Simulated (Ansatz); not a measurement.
A series in volume scale on Cu

Periodic Kohn-Sham DFT of a crystal at fixed atoms, scaled to volume_scale times the given cell; pressure positive in compression, energy less spherical unpolarised free atoms, largest_vzz the field gradient of largest size among the nuclei. The results are calculated, by Ansatz 0.2.0.

The cell before it is scaled or strained (space group Fm-3m, No. 225):
```
Cu
1.0
      0.0000     1.8075     1.8075
      1.8075     0.0000     1.8075
      1.8075     1.8075     0.0000
Cu
1
Direct
  0.00000 0.00000 0.00000
```

Settings of every row: method frozen-core PAW; functional PBEsol; relativity scalar; k mesh 17x17x17; filling fermi-dirac; smearing width 0.03 eV; wave cutoff 420 eV; paw set soft_2.

Atom start moment: 0 on all atoms.

Limits: PAW files made with PBE.

```csv
row,volume scale,V (Å³/atom),pressure (GPa)
1,0.94,11.102,3.146
2,0.96,11.338,-0.552
3,0.98,11.574,-3.811
4,0.99,11.692,-5.295
5,1,11.81,-6.686
6,1.01,11.929,?
7,1.02,12.047,-9.221
8,1.04,12.283,-11.451
9,1.06,12.519,-13.405
```

Question: what pressure should row 6 give?

Worked fit of pressure. Take u = (V_r/V)^(2/3) − 1 with V_r = 11.751 Å³ an atom, which is twice the finite (Eulerian) strain; such expansions in the strain, on which the Birch-Murnaghan equation of state is built, carry the rest volume and the bulk modulus. The shown rows have u = 0.0386, 0.02414, 0.01017, 0.00336, -0.00333, -0.01645, -0.02909, -0.04133. Least squares give pressure = −6.0002 + 207.684 × u + 725.22 × u² + 855 × u³ GPa; a parabola predicts inner rows, each left out in turn, worse (root mean square 0.014 against 0.003 GPa). The rows lie off it by 0.000, 0.000, 0.001, -0.001, -0.002, 0.003, -0.002, 0.000. The pressure vanishes at u = 0.0264, or V = 11.3 Å³ an atom, and there the bulk modulus at fixed shape and fractions is B = −V dP/dV = (2/3)(1 + u) dP/du = 170 GPa. The withheld row has u = -0.00997, so the fit gives −6.0002 + 207.684 × (-0.00997) + 725.22 × (-0.00997)² + 855 × (-0.00997)³ = -8.000 GPa.

The calculation gave -7.995 GPa. The fit lies 0.005 GPa (0.03 % of the column's range) below it; its largest miss of a shown row is 0.003 GPa.
